A crystal of ZnO in the wurtzite structure is squeezed and stretched evenly in all directions, so that every bond changes by the same percentage. The volume is in Å³ per atom. The energy is in meV per atom, counted from the minimum of a smooth curve through the seven rows.

MOPAC 23.2.5, semiempirical PM7 method without spin polarisation, for wurtzite ZnO in a periodic 3×3×2 supercell with no further k points. The given cell is scaled uniformly, with its shape and the fractional atomic positions held fixed; energies are counted from the minimum of the fitted curve.

```
volume (Å³/atom)  energy (meV/atom)
           11.19              83.02
           11.42              47.85
           11.66              23.73
           11.90               8.53
           12.14               0.88
           12.38               0.57
           12.61               6.36
```

1. Which volume does the crystal prefer?

The lowest energy stands at 12.38, but the row at 12.14 is only 0.31 meV higher. These two rows enclose the minimum, and neither of them is the minimum. The curve through all rows places it at 12.27 Å³ per atom, about 3 % above the given cell at 11.90. In this semiempirical description the given cell is therefore under pressure.

2. Is the crystal harder to squeeze or to stretch?

The volumes are evenly spaced, so the energy steps can be compared directly. If the resistance to a change of volume were constant, each step would differ from the one before by nearly the same amount. Instead this difference falls from 11.05 meV at the compressed end to 6.10 meV at the stretched end, and it falls every time. The crystal stiffens as it is squeezed.

3. Why does squeezing cost more?

Two forces balance at the minimum. The attraction between zinc and oxygen changes slowly with distance, while the repulsion between their electron shells climbs steeply once they overlap. Shortening the bonds runs into the steep part; lengthening them leaves the weaker pull of the attraction. This is an argument from bonding theory and not a result of the table, which holds only the sum of the two.

A diatomic molecule behaves in the same way: its energy curve has a steep inner wall and a gentle outer slope. The comparison gives the sense of the asymmetry but not its size, because an ion in a crystal also feels many distant neighbours.

4. Which simple formula describes this behaviour?

Start from a spring, whose energy grows with the square of a strain f. With the strain used here, this alone makes the crystal stiffen under pressure, but the rate at the minimum is then always 4; one further term frees that rate. The strain is positive on compression, and the result is the third-order Birch-Murnaghan equation:

f = ½ [(V₀/V)^(2/3) − 1]
E = (9/2) B₀ V₀ f² [1 + (B′ − 4) f]

Here E is the energy above the minimum, V the volume and V₀ its value at the minimum. B₀ is the bulk modulus there, the resistance to uniform compression, and B′ tells how much the modulus rises per unit of pressure.

Fitted to all seven rows, the formula gives B₀ = 223 GPa and B′ = 6.1, with a typical miss of 0.13 meV. Purely harmonic bonds, for which B′ would be 1, miss by more than five times as much. Even such bonds give a modulus that rises slowly with pressure; the rows need a much faster rise. When each row is predicted from the other six, the typical miss grows to 0.6 meV, a warning against carrying the curve beyond its ends. The printed output after this page lists the pressure and the local modulus for each row.

5. How large is the pressure in the given cell?

A hand estimate needs only the constants above. First treat the modulus as fixed, then let it rise with the pressure just found and use the average:

relative compression = (12.27 − 11.90)/12.27 = 0.030
first guess = 223 GPa × 0.030 = 6.7 GPa
modulus at that pressure = 223 + 6.1 × 6.7 = 264 GPa
better guess = ½ (223 + 264) GPa × 0.030 = 7.3 GPa

The energies of the two neighbouring rows give 7.7 GPa directly. The agreement shows that the short route works; it is no independent test, because these rows were part of the fit.

In this model the three smallest volumes correspond to more than 9 GPa, roughly the pressure at which real ZnO changes to the rocksalt structure. Those rows describe wurtzite held in place, and should not be used to predict how a strongly pressed powder behaves.

6. Which digits can be trusted?

The volume at the minimum is good to its second decimal. The scatter of the rows about the curve leaves the modulus uncertain by about 2 %, and B′ by about 0.6. B′ comes out worst because it rests on the small difference between the two sides of the curve, and only two rows lie beyond the minimum. These margins describe the fit. They cover neither the effect of a larger repeated block of cells in the calculation nor the distance from real ZnO.

The energies are printed to 0.01 meV, but the curve is so steep at the smallest volume that a change of 0.005 Å³ there shifts the energy by about 0.9 meV. A new fit should therefore use volumes with more decimals than the table prints.

7. What would change if sulphur replaced oxygen?

For a uniform change of size, the bulk modulus at the minimum can be written with the bond length r and the energy per atom:

B₀ = r² (d²E/dr²) / (9 V₀)

Since V₀ grows as r³, the same bond stiffness d²E/dr² gives a smaller modulus when the bonds are longer. Sulphur is larger than oxygen, and its longer bonds to zinc are usually less stiff as well. Both effects point to a softer crystal, as is known for ZnS. The same reasoning serves for other compounds of this structure, as long as the type of bonding stays similar.

8. Is the modulus too high because the volume is wrong?

The measured modulus of ZnO is roughly 160 GPa (a recalled figure; published values differ by some tens of GPa). Against this figure the calculated one is about 40 % too high. Blaming the volume looks natural, but the error has the wrong direction for that. The calculated crystal is too large, and by the answer to question 2 a stretched crystal is softer. Pressed back to the given cell, which is close to the measured one, it has a modulus of 268 GPa, and the excess grows to nearly 70 %.

The stiffness must then come from the description of the bonds or from the settings. Heat and zero-point motion are not calculated here, although PM7, whose parameters were fitted partly to measured heats of formation, may take up some of their effect. They normally soften such a crystal by only a few per cent. The cell shape and the relative positions of the atoms were held fixed, and letting them adjust should also soften it. The crystal was modelled by a repeated block of three by three by two cells, without further k points; the size of this block may matter too, but its effect is untested. How much of the excess would survive in a larger block with free shape and positions is the question that this table leaves open.

Output of the analysis:

```
fit of energy on 7 rows: constant 0.003977 +/- 0.14, coefficient of 3*b*f -1.292e-06 +/- 0.0029, coefficient of 4.5*b*v0*f**2 0.9996 +/- 0.02, coefficient of 4.5*b*v0*f**3 2.108 +/- 0.56; rms 0.131, worst 11.42 0.214, leave-one-out rms 0.592
fit of energy on 7 rows: constant -0.3498 +/- 0.21, coefficient of f -9.453 +/- 25, coefficient of f**2 82417 +/- 975; rms 0.314, worst 11.42 0.553, leave-one-out rms 0.85
fit of energy on 7 rows: constant -0.8858 +/- 0.49, coefficient of r 17.98 +/- 58, coefficient of r**2 90749 +/- 2412; rms 0.729, worst 11.42 1.05, leave-one-out rms 1.98
Curve row by row:
    row  energy step from row above (meV)  change of that step (meV)  bond length against minimum (%)  pressure (GPa)  local modulus (GPa)
  11.19                               n/a                        n/a                           -3.035           27.32                377.8
  11.42                            -35.17                        n/a                           -2.352            19.8                337.1
  11.66                            -24.12                      11.05                           -1.679           13.23                300.6
   11.9                             -15.2                       8.92                           -1.014           7.495                267.8
  12.14                             -7.65                       7.55                          -0.3588           2.488                238.3
  12.38                             -0.31                       7.34                           0.2882          -1.878                211.8
  12.61                              5.79                        6.1                            0.927           -5.68                187.8
Largest over smallest change of the energy step: 1.811
Minimum volume above given cell (%): 3.106
Pressure at given cell from the two neighbouring rows (GPa): 7.691
Energy difference of the two lowest rows (meV/atom): 0.31
Energy error from rounding the smallest volume by 0.005 A3 (meV/atom): 0.8525
Slope of modulus from this fit: 6.109
Misfit rms with slope held at 4 over misfit rms with free slope: 2.401
Misfit rms of harmonic springs over misfit rms with free slope: 5.564
PM7 modulus at its minimum over rough measured value: 1.395
PM7 modulus at given cell over rough measured value: 1.674
Rows above 9 GPa: 3
```
